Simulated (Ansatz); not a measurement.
## GdIn: energy above lowest point against volume scale

Results calculated with Ansatz 0.2.0, not measured. Free energy against uniform scaling of the volume at fixed shape and fractions; periodic cell, basis, potentials, k mesh and filling as listed.

The cell before it is scaled or strained (space group Pm-3m, No. 221):
```
CELL_PARAMETERS angstrom
3.83000 0.00000 0.00000
0.00000 3.83000 0.00000
0.00000 0.00000 3.83000
ATOMIC_POSITIONS crystal
Gd 0.00000 0.00000 0.00000
In 0.50000 0.50000 0.50000
```

Settings of every row: functional PBEsol; dispersion none; potentials all-electron LAPW; k mesh 8x8x8; k shift 0x0x0; occupations fermi dirac; smearing width 0.1 eV; spin collinear; basis error target 0.001 eV/atom.

Limits: coarse k mesh, up to 40 meV an atom off; minimum outside the range; state may not be the lowest; with one magnetic atom in the cell only parallel moments are possible.

```csv
row,volume scale,V (Å³/atom),energy above lowest point (meV/atom)
1,0.94,26.405,0
2,0.96,26.967,2.8
3,0.98,27.529,?
4,1,28.091,19.2
5,1.02,28.653,32.1
6,1.04,29.215,47.5
7,1.06,29.776,65.3
```

Question: what energy above lowest point should row 3 give?

Worked fit of energy above lowest point. Take u = (V_r/V)^(2/3) − 1 with V_r = 28.372 Å³ an atom, which is twice the finite (Eulerian) strain; such expansions in the strain, on which the Birch-Murnaghan equation of state is built, carry the rest volume and the bulk modulus. The shown rows have u = 0.04907, 0.03444, 0.00666, -0.00655, -0.01933, -0.03169. Least squares give energy above lowest point = 25.28 − 970.2 × u + 9258 × u² meV/atom; a straight line predicts inner rows, each left out in turn, worse (root mean square 5.8 against 0.069 meV/atom). The rows lie off it by 0.0, 0.0, 0.0, 0.1, 0.0, 0.0. The withheld row has u = 0.02031, so the fit gives 25.28 − 970.2 × (0.02031) + 9258 × (0.02031)² = 9.4 meV/atom.

The calculation gave 9.4 meV/atom. The fit meets it to the printed digit.
